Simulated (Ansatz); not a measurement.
## SiNH2Cl (SMILES N[Si]Cl): methods side by side

SiNH2Cl: 5 atoms, total charge 0, spin state singlet. As SMILES, `N[Si]Cl`. Geometry: relaxed at PBE0-D4/def2-TZVP. This is one conformer, not always the lowest.

```jsonl
{"atom": "N", "x (Å)": "-0.1482", "y (Å)": "0.5834", "z (Å)": "-0.2339"}
{"atom": "Si", "x (Å)": "-0.1162", "y (Å)": "-0.3418", "z (Å)": "1.1926"}
{"atom": "Cl", "x (Å)": "0.6490", "y (Å)": "-2.1245", "z (Å)": "0.3773"}
{"atom": "H", "x (Å)": "-0.4733", "y (Å)": "1.5386", "z (Å)": "-0.2274"}
{"atom": "H", "x (Å)": "0.1386", "y (Å)": "0.2706", "z (Å)": "-1.1500"}
```

Each level gives the energy change with the N1–H4 bond stretched from 1.009 to 2.523 Å (eV). The values are calculated.

```tsv
level	kind	program	value (eV)	less FCI/STO-3G
SVWN5/STO-3G (restricted)	LDA	Ansatz	7.21	+1.67
PBE/STO-3G (restricted)	GGA	Ansatz	6.82	+1.28
revPBE/STO-3G (restricted)	GGA	Ansatz	6.68	+1.14
PBE0/STO-3G (restricted)	global hybrid	Ansatz	7.97	+2.43
r2SCAN0/STO-3G (restricted)	hybrid meta-GGA	Ansatz	8.29	+2.75
B2PLYP/STO-3G (restricted)	double hybrid	Ansatz	7.32	+1.78
CCSD/STO-3G (restricted)	coupled cluster or CI	Ansatz	5.72	+0.18
CCSDTQ/STO-3G (restricted)	coupled cluster or CI	Ansatz	5.54	0.00
FCI/STO-3G	exact in the basis	Ansatz	5.54	0.00
```

FCI/STO-3G is exact within its basis and frozen core, so for wave-function methods in that basis the difference is their error; functionals converge differently with the basis, so for them it is only a difference. The first shape isn't each level's own minimum. The values span 5.54 to 8.29 eV. All rows use very small basis sets, so even the best lies far from the true value.

Every restricted density functional makes stretching the N–H bond costlier than FCI does, whereas CCSD comes within 0.18 eV and CCSDTQ matches FCI to the printed precision. The main cause is static correlation. As the bond opens, the σ and σ* orbitals approach degeneracy, and the singlet needs both configurations to place one electron on each fragment. A single closed-shell determinant instead retains too much ionic character.

Semilocal exchange partly mimics this left–right correlation, and replacing some of it with exact exchange removes that help. This probably explains why PBE0 and r2SCAN0 lie highest, at 7.97 and 8.29 eV. B2PLYP breaks the pattern at 7.32 eV despite its large share of exact exchange, presumably because its perturbative correlation term grows as the orbital gap narrows. Its lower value is therefore no sign of a sound description of bond breaking.

The remaining CCSD error reflects missing higher excitations, but the data don't separate the contribution of triples from that of quadruples.
